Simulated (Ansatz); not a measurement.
## Ni: energy change per atom and pressure against volume scale

All results are calculated (Ansatz 0.2.0). Plane-wave DFT, scalar-relativistic PAW made under PBE with cores redone for the functional, no dispersion; the given relaxed cell is scaled uniformly, energy at zero smearing counts from the unscaled cell, pressure at the given Fermi-Dirac smearing is positive in compression.

The cell before it is scaled or strained (space group Pm-3m, No. 221):
```
cell vectors (Å)
   0.0000     2.2905     2.2905
   2.2905     0.0000     2.2905
   2.2905     2.2905     0.0000
atoms (fractions of the cell vectors)
Ni  0.00000  0.00000  0.00000
Ni  0.50000  0.50000  0.50000
```

Settings of every row: spin polarised yes; functional m-r2SCAN; wave cutoff 500 eV; smearing width 0.05 eV; k mesh 13x13x13.

Atom:
| element | starting moment (Bohr magneton) |
| --- | --- |
| Ni | -0.39 |
| Ni | -0.39 |

Limits: search for a lower magnetic state is off; the cell comes from a prototype or a list of computed structures and needn't be the stable phase.

| row | volume scale | V (Å³/atom) | energy change per atom (meV) | pressure (GPa) | largest site moment (Bohr magneton) |
| --- | --- | --- | --- | --- | --- |
| 1 | 0.88 | 10.575 | 118.09 | 29.28 | 0.34 |
| 2 | 0.92 | 11.056 | ? | ? | ? |
| 3 | 0.96 | 11.536 | 11.87 | 7.92 | 0.4 |
| 4 | 1.04 | 12.498 | 8.29 | -5.52 | 0.45 |
| 5 | 1.08 | 12.978 | 32.57 | -10.2 | 0.47 |
| 6 | 1.12 | 13.459 | 69.4 | -13.85 | 0.51 |

Question: what energy change per atom and pressure should row 2 give?

Worked fit of energy change per atom. Take u = (V_r/V)^(2/3) − 1 with V_r = 12.498 Å³ an atom, which is twice the finite (Eulerian) strain; such expansions in the strain, on which the Birch-Murnaghan equation of state is built, carry the rest volume and the bulk modulus. The shown rows have u = 0.11782, 0.05485, 0, -0.02481, -0.04819. Least squares give energy change per atom = 7.723 − 645.756 × u + 13413.87 × u² meV; a straight line predicts inner rows, each left out in turn, worse (root mean square 45 against 1.3 meV). The rows lie off it by 0.24, -0.79, 0.57, 0.57, -0.59 (root mean square 0.58 meV). The withheld row has u = 0.08516, so the fit gives 7.723 − 645.756 × (0.08516) + 13413.87 × (0.08516)² = 50.01 meV.

The calculation gave 49.04 meV. The fit lies 0.97 meV (2 % of the value, 0.88 % of the column's range) above it; its largest miss of a shown row is 0.79 meV.

Worked fit of pressure. Take u = (V_r/V)^(2/3) − 1 with V_r = 12.498 Å³ an atom, which is twice the finite (Eulerian) strain; such expansions in the strain, on which the Birch-Murnaghan equation of state is built, carry the rest volume and the bulk modulus. The shown rows have u = 0.11782, 0.05485, 0, -0.02481, -0.04819. Least squares give pressure = −5.594 + 206.516 × u + 757.45 × u² GPa; a straight line predicts inner rows, each left out in turn, worse (root mean square 2.5 against 0.15 GPa). The rows lie off it by 0.03, -0.09, 0.07, 0.05, -0.06 (root mean square 0.063 GPa). The pressure vanishes at u = 0.0248, or V = 12.05 Å³ an atom, and there the bulk modulus at fixed shape and fractions is B = −V dP/dV = (2/3)(1 + u) dP/du = 167 GPa. The withheld row has u = 0.08516, so the fit gives −5.594 + 206.516 × (0.08516) + 757.45 × (0.08516)² = 17.49 GPa.

The calculation gave 17.36 GPa. The fit lies 0.13 GPa (0.3 % of the column's range) above it; its largest miss of a shown row is 0.09 GPa.

The other values of row 2: largest site moment 0.37 Bohr magneton.
